## Why do all these methods give ZnSe too small a gap?

**Question.** I use zinc selenide as a window material, and a colleague grows it as a layer for blue-green light emitters. The polished crystal is pale yellow and lets most visible light through. Its measured gap is roughly 2.8 eV at low temperature (a recalled, rounded value). The computed gaps below disagree with that and with one another, although the crystal is the same in every row. Is this a matter of settings, or do the methods themselves fail? And if they fail, is it for the same reason each time?

Band gaps of zincblende ZnSe (F-43m, a = 5.665 Å, 2 atoms in the cell) from Ansatz 0.2.0, plane-wave PAW, no spin polarisation, at fixed atoms in the r2SCAN-relaxed cell. The k mesh is 8×8×8 for PBE and r2SCAN, with or without spin–orbit coupling (SOC), 6×6×6 for HSE06 and 4×4×4 for the G0W0 shift, which is added to the PBE gap and has a screening cutoff of 150 eV.

```tsv
level of theory	band gap (eV)	least direct gap (eV)
PBE	1.294	1.294
r2SCAN	1.869	1.869
HSE06	2.422	2.422
r2SCAN+SOC	1.749	1.749
G0W0/PBE 150eV	2.287	n/a
```

**Answer.** The methods fail, and the reasons are related but not identical. To see this, first put the rows on the same footing, because only one of them includes spin–orbit coupling. The top of the valence band is made mostly of Se 4p orbitals. Spin–orbit coupling splits these levels and lifts the upper ones, while the s-like bottom of the conduction band hardly moves. In r2SCAN the valence top rises by 0.12 eV and the gap shrinks by the same amount. I take 0.12 eV off the other rows too, on the assumption that a shift rooted in the Se 4p shell changes little from one method to the next.

The colour of the crystal then exposes the error. Wherever the table lists both gaps they are equal, so strong absorption should set in at the band gap itself. With spin–orbit coupling, the PBE gap corresponds to a wavelength of 1056 nm, in the infrared, and such a crystal would be opaque to the eye. HSE06 comes closest, but its 539 nm still means an orange crystal and a green emitter, where 2.8 eV corresponds to 443 nm, at the violet end of blue. The gap shrinks somewhat on warming to room temperature, but the band-edge emission of pure ZnSe stays blue, and none of these gaps predicts that. The HSE06 gap as tabulated, 512 nm, lands in the blue-green only because it leaves spin–orbit coupling out.

The settings are an unlikely culprit, except for a part of the G0W0 error that is estimated further down. Going from the 4×4×4 to the 8×8×8 k mesh changes the PBE gap by only 0.012 eV, whereas going from PBE to HSE06 changes it by 1.13 eV. The atoms are also held still in the calculation, but real vibrations make the gap of ZnSe smaller, so including them would widen the disagreement. For PBE, then, the choice of theory matters about ninety times as much as the mesh, and the theory is the place to look. The meshes of HSE06 (6×6×6) and G0W0 (4×4×4) were not varied, and nonlocal exchange and screening usually converge more slowly with the mesh.

### What goes wrong in PBE

The gap is the energy needed to remove an electron from the crystal, less the energy gained by adding one. PBE instead reads it off as the distance between a filled and an empty level in one common local potential. In exact theory that potential jumps by a constant when an electron is added, and the jump belongs to the gap. The PBE potential has no such jump, so its gap is too small even where the density is good.

A second error is self-interaction: in PBE an electron partly repels itself. The hydrogen atom shows this in its purest form. Its single electron has no partner to repel it, yet PBE places the 1s level only a little more than half as deep as it should be. The compact Zn 3d shell suffers in a similar way and lies too high. The comparison ends there, because a band state spread over the whole crystal repels itself very little.

The misplaced d shell matters because of symmetry. At the zone centre, where both band edges lie, the tetrahedral surroundings split the five d levels into a threefold and a twofold set. Only the threefold set can mix with the Se p levels at the valence top. Mixing pushes two levels apart, and more strongly the closer they are. A 3d shell that lies too high therefore pushes the valence top up and narrows the gap.

The HSE06 levels carry the mark of this repulsion. The threefold set lies 0.33 eV below the twofold one. In an ordinary tetrahedral metal complex the order is the reverse, because there the ligand levels lie below the d levels and push the threefold set up. In ZnSe the p levels lie above and push it down. Overlap between neighbouring Zn shells favours the same order at the zone centre and is expected to supply a smaller part of the splitting. That PBE has its d shell still higher, and so a stronger push, is well-known behaviour of semilocal functionals rather than something read from this table.

### Why the d shell is only part of the story

It is tempting to blame p–d repulsion for the whole error, but the band edges argue against that. From PBE to HSE06 the valence top falls by 0.64 eV and the conduction bottom rises by 0.48 eV. This split assumes that the two calculations share the same zero of potential, which is reasonable for the same atoms in the same cell. The conduction bottom is s-like and cannot mix with d levels at the zone centre. Its rise, some 43 % of the opening, therefore cannot come from p–d repulsion. The natural origin is that exact exchange treats filled and empty states differently. The d shell is expected to add to it without any mixing, because a more compact shell screens the Zn nucleus better and lifts the s level.

This also explains the order of the first three rows. r2SCAN uses the kinetic energy density of the orbitals, so its potential is no longer a purely local one, and part of the jump enters the gap. It covers about half the distance from PBE to HSE06. HSE06 goes further because it replaces a quarter of the short-range exchange by exact exchange, which acts on the missing jump and on self-interaction at once.

### Why HSE06 still falls short

With spin–orbit coupling HSE06 remains 0.5 eV below the measured gap. Its d levels show that the cure is incomplete: they lie about 8 eV below the valence top, against roughly 9 eV in experiment (again recalled). The usual reading is that a quarter of exact exchange is too little for so compact a shell; no row varies the fraction.

Theory suggests a second shortage, at long range. There the electrons of the crystal screen exchange but do not remove it; in ZnSe something like a sixth should survive. HSE06 keeps none. The gaps alone do not divide the remaining half electronvolt between the two shortages, but the d levels give a rough size. Take the 0.33 eV splitting as the push and let it fall inversely with distance: moving the shell from 8 to 9 eV below the valence top then gains only a few hundredths of an electronvolt, and about a tenth if the true push is three times as large. Most of the deficit is therefore expected to lie outside p–d repulsion, with long-range exchange the natural candidate.

### Why G0W0 does not rescue PBE

G0W0 calculates the missing physics explicitly, but here it does so once, as a correction to PBE. That correction is large: 0.99 eV, or 77 % of the PBE gap it starts from. Size alone does not condemn it, since G0W0 on PBE makes relative corrections as large in silicon and does well there, but a one-shot correction inherits the faults of its starting point. Because the PBE gap is too small, the electrons appear too easy to polarise, and the screening is expected to come out too strong and the correction too weak. The PBE orbitals, with their excess of d character at the valence top, are also carried over unchanged.

Part of the shortfall is numerical, and its likely size can be worked out. G0W0 gaps with these settings typically lie 6 to 9 % below their fully converged values:

- converged gap: 2.287 / 0.94 = 2.43 eV to 2.287 / 0.91 = 2.51 eV
- with spin–orbit coupling: about 2.3 to 2.4 eV
- still below 2.8 eV by 0.4 to 0.5 eV

The estimate removes only about a quarter to a third of the deficit. The percentage is a typical figure for many crystals, and ZnSe with its compact d shell may well need more. I suspect that the frozen Zn 3s and 3p electrons add to the error, since they occupy the same region as the 3d shell and exchange strongly with it, but no row tests this.

The same estimate warns against ranking the two best rows. HSE06 lies above G0W0 by 0.135 eV, and the correction for convergence alone would be enough to reverse that order.

### Carrying this over to a related crystal

Ask two questions: is there a filled d shell not far below the valence top, and how close is it? In ZnO the oxygen p levels lie deeper and nearer to Zn 3d, so the repulsion is stronger, and semilocal functionals are known to lose an even larger share of the gap. In MgSe there is no such d shell. The error from the missing jump remains, but the extra push on the valence top is gone.

The output below lists the gap of each row with spin–orbit coupling, its shortfall and the matching wavelength.

The analysis program printed:

```
Gaps with the r2SCAN spin-orbit shift applied to every row:
             row  gap_eV  with_SOC_eV  short_of_2.8_eV  percent_of_2.8  wavelength_nm
             PBE   1.294        1.174            1.626           41.93           1056
          r2SCAN   1.869        1.749            1.051           62.46          708.9
           HSE06   2.422        2.302            0.498           82.21          538.6
      r2SCAN+SOC   1.749        1.749            1.051           62.46          708.9
  G0W0/PBE 150eV   2.287        2.167            0.633           77.39          572.1
wavelength of a 2.8 eV gap (nm): 442.8
r2SCAN gap less PBE gap (eV): 0.575
HSE06 gap less r2SCAN gap (eV): 0.553
HSE06 gap less PBE gap (eV): 1.128
spin-orbit shift of the r2SCAN gap (eV): -0.12
PBE gap on 8x8x8 less PBE gap on 4x4x4 (eV): 0.01247
valence top, r2SCAN with spin-orbit less without (eV): 0.1229
conduction bottom, r2SCAN with spin-orbit less without (eV): 0.002111
valence top, HSE06 less PBE (eV): -0.6436
conduction bottom, HSE06 less PBE (eV): 0.4845
share of the gap opening from the conduction edge (percent): 42.95
HSE06 threefold 3d level below valence top (eV): 8.25
HSE06 twofold 3d level below valence top (eV): 7.923
threefold 3d level below twofold 3d level (eV): 0.3274
G0W0 gap less PBE gap (eV): 0.993
G0W0 correction as part of the PBE gap (percent): 76.74
HSE06 gap less G0W0 gap (eV): 0.135
G0W0 gap if 6 percent short of the basis limit (eV): 2.433
G0W0 gap if 9 percent short of the basis limit (eV): 2.513
the 6 percent case with spin-orbit, short of 2.8 eV by (eV): 0.487
the 9 percent case with spin-orbit, short of 2.8 eV by (eV): 0.4068
```
